## Scaling with the speed of light

Relativistic corrections to an atomic energy form a series in 1/c². An electron near a nucleus of charge Z moves at about Zα in units of c, with α the fine-structure constant, so the natural expansion parameter is (Zα)², which is 0.185 for praseodymium. If c is multiplied by a factor f, the leading correction scales as 1/f² and the next as 1/f⁴. A relativistic calculation repeated at several f therefore isolates relativity from everything else in the method: it must join the non-relativistic result at large f, and the way it departs shows whether the first order is enough.

The case here is the removal of a 4f electron, Pr³⁺ 4f² → Pr⁴⁺ 4f¹, in spherical Kohn-Sham atoms with PW91 and no spin polarisation. IE is the ionisation energy, the total energy of Pr⁴⁺ less that of Pr³⁺. ε is the orbital energy of the highest occupied level of Pr³⁺, and the mean radius belongs to that level. The label j = l ± 1/2 names the two spin-orbit subshells 4f5/2 and 4f7/2. Rows with f other than 1 are fictitious atoms, and the NIST value applies to f = 1 alone.

Spherical all-electron Kohn-Sham calculations with Quantum ESPRESSO ld1.x 7.5 for Pr³⁺ in NIST's ground configuration, [Xe] 4f², with the PW91 functional, no spin polarisation and a point nucleus. The ionisation energy is the total energy of Pr⁴⁺ ([Xe] 4f¹) less that of Pr³⁺, and the highest occupied level is that of Pr³⁺.

```
         relativity  factor on the speed of light                                             open shell rule  ionisation energy (eV)  −ε(highest occupied) (eV)  highest level mean radius (bohr)  highest level  NIST table (eV)  stated uncertainty (eV)
   non-relativistic                          1.00                   open shells spread evenly over spin and m                 42.9336                     33.398                           0.96273             4f           38.981                    0.025
scalar-relativistic                          1.00                   open shells spread evenly over spin and m                 39.1156                     29.888                            1.0126             4f           38.981                    0.025
     Dirac equation                          0.75  open shells shared between the two j in proportion to 2j+1                 36.0406                     26.915                            1.0708          4f7/2              n/a                      n/a
     Dirac equation                          1.00  open shells shared between the two j in proportion to 2j+1                 39.0422                     29.693                            1.0172          4f7/2           38.981                    0.025
     Dirac equation                          1.00                          j = l − 1/2 subshells filled first                 39.2418                     30.035                            1.0088          4f5/2           38.981                    0.025
     Dirac equation                         10.00  open shells shared between the two j in proportion to 2j+1                 42.8946                     33.360                           0.96321          4f7/2              n/a                      n/a
     Dirac equation                        100.00  open shells shared between the two j in proportion to 2j+1                 42.9332                     33.397                           0.96274          4f7/2              n/a                      n/a
```

The simplest model has one constant: IE(non-relativistic) − IE(f) = a/f². It is applied to the four Dirac rows that share the open shell between the two j, because only these are in the same state. Setting a from the row at f = 1 gives a = 42.9336 − 39.0422 = 3.8914 eV. The row at f = 0.75 had no part in this. The model gives 3.8914/0.75² = 3.8914/0.5625 = 6.918 eV for it, and the table gives 42.9336 − 36.0406 = 6.893 eV. The model is too large by 0.025 eV, or 0.4% of the shift. At f = 10 it meets the table within the last printed digit, 0.0001 eV. At f = 100 the whole shift is 0.0004 eV, only a few times that digit, so this row shows the joining of the limit and nothing about the power.

A leading 1/c² is built into the Dirac equation, so finding it proves nothing. The information lies in how little the higher orders add. A least-squares fit of a/f² + b/f⁴ to the four rows gives b near −0.02 eV against a near 3.9 eV, a ratio far below 0.185. That fit is fixed by the rows at 0.75 and 1, so b is a description of the misfit and has not predicted anything. Other quantities obey the law less well: between f = 0.75 and 1 the shift in IE goes with the power −1.99, that in the 4f7/2 orbital energy with −1.95 and that in its radius with −2.38. A guess that fits this pattern is that higher orders partly cancel in the energy, since the contraction of the other shells grows faster than 1/c² while a 4f orbital that has moved out responds less to it. The first half has some support: the mean radius of 5s shrinks 105 times as much at f = 1 (with 4f5/2 filled first) as at f = 10, where 1/c² alone would give 100. The second half is not tested here.

## Why relativity loosens the 4f electron

The sign is the instructive part. Relativity lowers this IE by 3.9 eV, a tenth of its value, and the 4f radius grows by 5% in the scalar row.

The direct effect on the 4f electron points the other way. For a hydrogen-like level with l > 0, averaged over j, the leading correction binds more strongly by Z⁴α²/(2n³) · [1/(l + 1/2) − 3/(4n)] hartree. A hydrogenic 4f orbital has mean radius 18/Z bohr, so the non-relativistic radius implies an effective charge of 18/0.96273 = 18.7. The formula then gives extra binding of the order of 0.1 eV. This is probably too small by a factor of a few, because the real orbital feels more of the nuclear charge in its inner part: the same hydrogenic orbital would have a spin-orbit splitting of about 0.12 eV, against 0.40 eV in the runs. But the calculated change in −ε is −3.5 eV, and no refinement of a small term of the wrong sign would produce it. The centrifugal barrier keeps an f electron away from the region where speeds are high.

The established cause is indirect. The s and p1/2 electrons do reach the nucleus, are bound more strongly and contract, while the p3/2 electrons change little. The 4f electron feels the changed charge of these shells. Gauss's law says which shells matter. A 1s shell lies wholly inside the 4f orbital both before and after it shrinks, so its contraction leaves the field at the 4f radius unchanged. The shells that count overlap the 4f orbital or lie outside it: 4s and 4p, whose tails are drawn inside it, and 5s and 5p, which move closer and raise the repulsive potential within them. An electron at 1 bohr from a unit charge has an energy of about 27 eV, so a shift of 3.5 eV needs only about a tenth of an electron to be moved from far outside to the inside.

The same runs agree with this picture. From the non-relativistic to the Dirac ion with shared j, the sum of r² over all electrons falls by 2.5% although the 4f orbital expands, so the other shells have contracted on the whole. In the Dirac run with 4f5/2 filled first, the 5s level lies about 4 eV deeper than without relativity, while 4f lies higher. These orbital data are less closely checked than the table, and they don't divide the 3.9 eV among shells. The Hartree energy rises by 2.3%, but it is dominated by the inner shells and says little about 4f.

The mechanism gives a rule for neighbouring cases. An s electron removed from a heavy ion is held more tightly by relativity, and a non-relativistic calculation gives too low an IE. An f electron, and usually a d electron, is loosened, and the non-relativistic IE is too high. Any comparison of an f level with an s level of the same atom collects both errors, and they add up in the difference. This is standard theory; the table shows only the f case, for one ion, though the two 4d levels of the same ion also rise, by 1.4 and 5.0 eV.

## Scalar against Dirac

The scalar-relativistic equation keeps the mass-velocity and Darwin terms and drops spin-orbit coupling. It recovers 98% of the shift that the Dirac row with shared j gives, and a count explains why. With ζ the spin-orbit constant of the shell, the six states of 4f5/2 are lowered by 2ζ and the eight states of 4f7/2 are raised by 3ζ/2. Filling both in proportion to 2j + 1 gives 6(−2ζ) + 8(3ζ/2) = 0. The same cancellation holds in every closed shell. To first order in ζ this Dirac row is a scalar calculation.

The remaining 0.073 eV has several possible sources. The p1/2 subshells contract more than p3/2, so the screening is not quite that of an averaged p shell, and the scalar density leaves out the small components of the orbitals. Which of these dominates cannot be read from the rows. The step is also only about three times the upper end of the known numerical fault of the total energies, which lie 0.005 to 0.024 eV low under gradient-corrected functionals. That the f = 100 row meets the non-relativistic one as the scaling demands shows that the fault cancels or is shared between those two rows; it gives no such assurance for the scalar row.

## Two occupations, neither of them the ion

The two Dirac rows at f = 1 are different states, not two steps of one refinement. One holds 6/7 of an electron in 4f5/2 and 8/7 in 4f7/2; the other holds both electrons in 4f5/2. Let Δ = 7ζ/2 be the splitting of the two subshells. Going from shared to low-j filling moves 8/7 of an electron down in Pr³⁺ and 4/7 in Pr⁴⁺, so the IE rises by (8/7)Δ(3+) − (4/7)Δ(4+). The orbital levels of the same runs give splittings of 0.40 and 0.45 eV, hence 0.457 − 0.257 = 0.200 eV, with about 0.01 eV of slack from the two-digit inputs. The table has 39.2418 − 39.0422 = 0.1996 eV. Nothing was fitted, and the step is spin-orbit energy. Since splittings and totals come from one calculation, the agreement confirms the counting and not the size of Δ in nature.

Low-j filling seems the more realistic choice, yet it has the largest error of the three relativistic rows. For Pr⁴⁺ it is the right picture, because a single f electron has the ground level ²F5/2. For Pr³⁺ it is not. Repulsion between the two f electrons outweighs their spin-orbit coupling, and the ground level ³H4 follows Hund's rules more nearly than it follows j-j filling. In pure LS coupling the first-order spin-orbit energy of a triplet is (ζ/4)[J(J+1) − L(L+1) − S(S+1)], which for ³H4 is (ζ/4)(20 − 30 − 2) = −3ζ, against −4ζ for two electrons in 4f5/2. The spin-orbit part of the IE would then be (6/7)(0.40) − (4/7)(0.45) = 0.343 − 0.257, about 0.09 eV. By this argument the shared row has too little spin-orbit energy and the low-j row too much.

## What the small errors are worth

The reference is the semi-empirical value of the NIST Atomic Spectra Database, 38.981 ± 0.025 eV. All four rows at f = 1 lie above it: the non-relativistic one by 3.95 eV, the three relativistic ones by 0.06 to 0.26 eV. The first number is a verdict on the level of theory. The order among the other three is not.

The reason is what all rows leave out. Spin is unpolarised and the open shell is spherical, whereas the NIST value connects ³H4 with ²F5/2. Allowing a spin moment M lowers the energy by roughly IM²/4, with I the exchange parameter of the shell. Pr³⁺ has M = 2 and gains I, Pr⁴⁺ has M = 1 and gains I/4, so the IE rises by 3I/4. No run here gives I. The term would equal the 0.061 eV error of the best row already at I = 0.08 eV and the occupation step at I = 0.27 eV, and for compact open shells I is, as a rough recalled size, some tenths of an eV. Orbital alignment in the ³H term favours the two-electron ion further.

Putting in either of these effects would raise an IE that is already too high. The inference, argued and not shown, is that the near agreement rests on a cancellation between missing spin and term energy and an error of the opposite sign elsewhere, for which the functional is the obvious candidate. PW91 can be neither credited with 0.06 eV nor blamed for 0.26 eV until spin and terms are put in. The Breit interaction, QED terms and the finite nucleus are absent as well; they are expected to be small beside the 3.9 eV, but nothing here bounds them at the level of 0.025 eV.

## The eigenvalue is a slope

In every row −ε falls short of the IE of the same row, by 9.1 to 9.5 eV, more than twice the whole relativistic shift at f = 1. Janak's theorem gives the cause: ε = dE/dn, the slope of the total energy with respect to the occupation n of the level. The IE is the integral of −ε from n = 1 to n = 2. If E(n) is a parabola of curvature U, then ε falls by U as the electron leaves, and IE = −ε + U/2. In the scalar row the theorem holds only approximately, because of the missing small components.

The simpler system with the same behaviour is a charged conducting sphere. Its energy is Q²/2R and its potential Q/R in atomic units, and the work to change the charge by one unit differs from the starting potential by 1/2R, because the potential moves while the charge flows. A gradient-corrected functional treats a fractional electron much like such a continuous charge that repels itself; this is the self-interaction error. For the exact functional E(n) is a straight line between integers and −ε equals the IE. A sphere of 1 bohr has U of about 27 eV; twice the gap between IE and −ε gives 18 to 19 eV, so U times the radius is about 0.68 atomic units in the rows whose open shell is a single level.

The analogy gives the sign and the scale and stops there. The 4f charge is spread over a range of radii, exchange and correlation cancel part of its self-repulsion, and the other shells relax as it is removed. The sphere's law U ∝ 1/R holds only in part: from the non-relativistic to the scalar row 1/r falls by 4.9% and the gap by 3.2%. The parabola itself can be checked in the low-j row, where the 4f5/2 level of Pr⁴⁺ lies at −48.86 eV in the same calculation. The midpoint (30.035 + 48.86)/2 = 39.45 eV exceeds the IE by 0.21 eV. In this one row the parabola removes nearly all of a 9 eV gap, and leaves an error as large as the occupation step.

Two readings of the −ε column are traps. The non-relativistic −ε is the closest to NIST, 5.6 eV low, only because the lack of relativity offsets part of the curvature error. And the ratio −ε/IE dips to 0.761 in the shared Dirac row at f = 1 only because ε there is the upper level, while both levels lose charge. The weighted mean is 29.693 + (3/7)(0.40) = 29.86 eV, a ratio of 0.765, in line with the scalar and low-j rows.

## Choosing a level

For an accuracy of about 1 eV, enough to place an f level among the other shells, relativity and an energy difference are both required. The non-relativistic IE misses by 10% of the NIST value, and −ε misses by 5.6 to 9.3 eV at f = 1. The eigenvalue does better at following a change: it shows 92% of the scalar relativistic shift of the IE.

For a few tenths of an eV the scalar level serves as well as the Dirac level. The three relativistic rows span 0.2 eV, and the fair statement of their accuracy for this ion is the worst error, about 0.3 eV, not the best. Since even that probably owes something to cancellation, it should not be carried over to an ion with more unpaired f electrons, where the neglected spin term changes with the count of parallel pairs.

For 0.1 eV or better none of these rows is adequate. The choice of occupation alone moves the answer by 0.2 eV, and the argument above puts the missing spin energy at a similar size or larger. The next step worth taking is spin polarisation and a treatment of terms, before any change from scalar to Dirac. It should be expected to raise the IE and so to widen the gap to NIST at first; that would lay bare the error of the functional, and would not be a reason to go back. The Dirac equation earns its place when the j levels themselves are wanted, since a scalar run has no splitting at all. Matching the stated uncertainty of 0.025 eV would also need the numerical fault of the totals brought under control, as it reaches the same size.

## Cost

A count is enough. Pr³⁺ has 12 occupied nl subshells, and the non-relativistic and scalar equations each solve one radial problem per subshell, so the step that removes 3.8 eV of error costs almost nothing. With shared j the Dirac ion has 19 occupied nlj subshells, 19/12 or about 1.6 times as many, for a step of 0.07 eV. An energy difference needs two self-consistent runs where an eigenvalue needs one, and that doubling buys 9 eV. For a spherical atom all of this is trivial. The ranking matters in molecules and solids, where scalar relativity leaves the size of the problem unchanged, while spin-orbit coupling doubles the dimension of the matrices and, with cubic scaling, raises that part of the work roughly eightfold against a run without spin polarisation.
